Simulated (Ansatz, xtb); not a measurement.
## C3H10GeSi: which of two isomers lies lower

Structure I is `C=C[Si@@H](C)[GeH3]`, a singlet and structure II is `C=C[SiH2][GeH2][CH3]`, a singlet. Both are isolated molecules in the gas phase, relaxed with PBE-D3(BJ)/def2-SVP; each stands in its lowest conformer found.

Estimate E(II) − E(I) at the level CCSD(T)/def2-SVP + ΔMP2/def2-TZVPP.

Calculated at CCSD(T)/def2-SVP + ΔMP2/def2-TZVPP: E(II) − E(I) = +0.127 eV, so structure I lies lower.

The same difference at several levels:

```tsv
level	geometry	E(II) − E(I) (eV)	departure from the last row (eV)	job, with rough time for the two
GFN2-xTB	GFN2-xTB	−0.020	−0.147	optimisation, 1.1 s
HF/STO-3G	GFN2-xTB	+0.122	−0.005	single point, 2.3 s
r2SCAN-D4/def2-SVP	GFN2-xTB	+0.136	+0.008	single point, 14 s
PBE-D3(BJ)/def2-SVP	PBE-D3(BJ)/def2-SVP	+0.153	+0.026	optimisation, 2.7 min
HF/def2-SVP	PBE-D3(BJ)/def2-SVP	+0.119	−0.008	part of the CCSD(T) run
MP2/def2-SVP	PBE-D3(BJ)/def2-SVP	+0.142	+0.015	part of the CCSD(T) run
CCSD(T)/def2-SVP	PBE-D3(BJ)/def2-SVP	+0.146	+0.019	single point
CCSD(T)/def2-SVP + ΔMP2/def2-TZVPP	PBE-D3(BJ)/def2-SVP	+0.127		single point, 4.8 min
```

As drawn, II has 1 C–Ge, 1 Si–H in place of 1 C–Si, 1 Ge–H.

GFN2-xTB finds them nearly level. The largest departure from CCSD(T)/def2-SVP + ΔMP2/def2-TZVPP is that of GFN2-xTB, 0.147 eV. A small imaginary or near-zero mode remains, so no thermal terms are given. The last row adds to CCSD(T) the change of the MP2 difference between the two basis sets, here −0.019 eV.

The correlated steps freeze 17 core orbitals; the filled d shell of Ge is correlated, in a basis made for valence electrons. Programs: Ansatz 0.2.0, xtb 6.7.1; the last row on 2 threads of AMD EPYC (Zen 3) on a shared host.

Methyl prefers silicon to germanium in this pair, and every level except GFN2-xTB gives that order. Both isomers keep the vinyl–silicon and Si–Ge bonds, so the difference mainly reflects exchanging a C–Si and a Ge–H bond for a C–Ge and an Si–H bond. Silicon binds both carbon and hydrogen more strongly than germanium does, so the two changes oppose each other. The balance suggests that the loss on moving carbon to germanium outweighs the gain from forming Si–H. The shorter, more polar Si–C bond, with its better orbital overlap, is the probable reason.

Hartree–Fock already recovers most of the preference, so it doesn't depend on electron correlation. In the small basis correlation strengthens it slightly, while the basis correction weakens it, so the closeness of HF/def2-SVP to the final value owes something to cancellation. The still closer HF/STO-3G result is probably fortuitous too, given its minimal basis. The reversed sign from GFN2-xTB probably reflects an imbalance in its parametrised Si and Ge bond energies. The energy ordering says nothing about the barrier to interconversion.
